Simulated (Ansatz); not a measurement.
# W: the change of pressure and energy above lowest point with volume per atom

Results calculated with Ansatz 0.2.0 development build, not measured. Equation of state of a cubic crystal from periodic Kohn-Sham density functional theory without spin; pressure corrected for the finite basis.

Cell of the first row (space group Im-3m, No. 229):
```
cell vectors (Å)
  -1.5486     1.5486     1.5486
   1.5486    -1.5486     1.5486
   1.5486     1.5486    -1.5486
atoms (fractions of the cell vectors)
W   0.00000  0.00000  0.00000
```

Settings of every row: formula W; structure type bcc; functional r2SCAN; spin treatment none; k mesh 15x15x15; occupation method fermi-dirac; occupation width 0.1 eV; wave cutoff 700 eV; datasets hard PAW; density cutoff ratio 4; xc grid level 2.

Limits: pseudopotentials made with PBE, not this functional; the SCF threshold is loose for a stress in some rows; no spin-orbit coupling, which can matter with elements this heavy.

| row | volume per atom (Å³) | pressure (GPa) | energy above lowest point (meV/atom) |
| --- | --- | --- | --- |
| 1 | 14.855 | 25.412 | 79.04 |
| 2 | 15.339 | ? | ? |
| 3 | 15.824 | 1.924 | 0 |
| 4 | 16.308 | -7.35 | 8.57 |
| 5 | 16.793 | -15.259 | 43.07 |

Question: what pressure and energy above lowest point should row 2 give?

Worked fit of pressure. Take u = (V_r/V)^(2/3) − 1 with V_r = 16.066 Å³ an atom, which is twice the finite (Eulerian) strain; such expansions in the strain, on which the Birch-Murnaghan equation of state is built, carry the rest volume and the bulk modulus. The shown rows have u = 0.05363, 0.01017, -0.00992, -0.02907. Least squares give pressure = −2.8958 + 461.333 × u + 1240.02 × u² GPa; a straight line predicts inner rows, each left out in turn, worse (root mean square 1.3 against 0.00049 GPa). All shown rows lie on it to the printed digit. The pressure vanishes at u = 0.0062, or V = 15.92 Å³ an atom, and there the bulk modulus at fixed shape and fractions is B = −V dP/dV = (2/3)(1 + u) dP/du = 320 GPa. The withheld row has u = 0.03135, so the fit gives −2.8958 + 461.333 × (0.03135) + 1240.02 × (0.03135)² = 12.786 GPa.

The calculation gave 12.772 GPa. The fit lies 0.014 GPa (0.034 % of the column's range) above it; its largest miss of a shown row is 0.000 GPa.

Worked fit of energy above lowest point. Take u = (V_r/V)^(2/3) − 1 with V_r = 16.066 Å³ an atom, which is twice the finite (Eulerian) strain; such expansions in the strain, on which the Birch-Murnaghan equation of state is built, carry the rest volume and the bulk modulus. The shown rows have u = 0.05363, 0.01017, -0.00992, -0.02907. Least squares give energy above lowest point = 0.775 − 431.02 × u + 35246.7 × u² meV/atom; a straight line predicts inner rows, each left out in turn, worse (root mean square 37 against 0.1 meV/atom). The rows lie off it by 0.00, -0.04, 0.05, -0.02 (root mean square 0.034 meV/atom). Its lowest point lies at u = 0.0061, or V = 15.92 Å³ an atom, and the curvature there gives the bulk modulus at fixed shape and fractions, B = (4/9)(1 + u)² E″(u)/V = 319 GPa. The withheld row has u = 0.03135, so the fit gives 0.775 − 431.02 × (0.03135) + 35246.7 × (0.03135)² = 21.90 meV/atom.

The calculation gave 21.79 meV/atom. The fit lies 0.11 meV/atom (0.14 % of the column's range) above it; its largest miss of a shown row is 0.05 meV/atom.
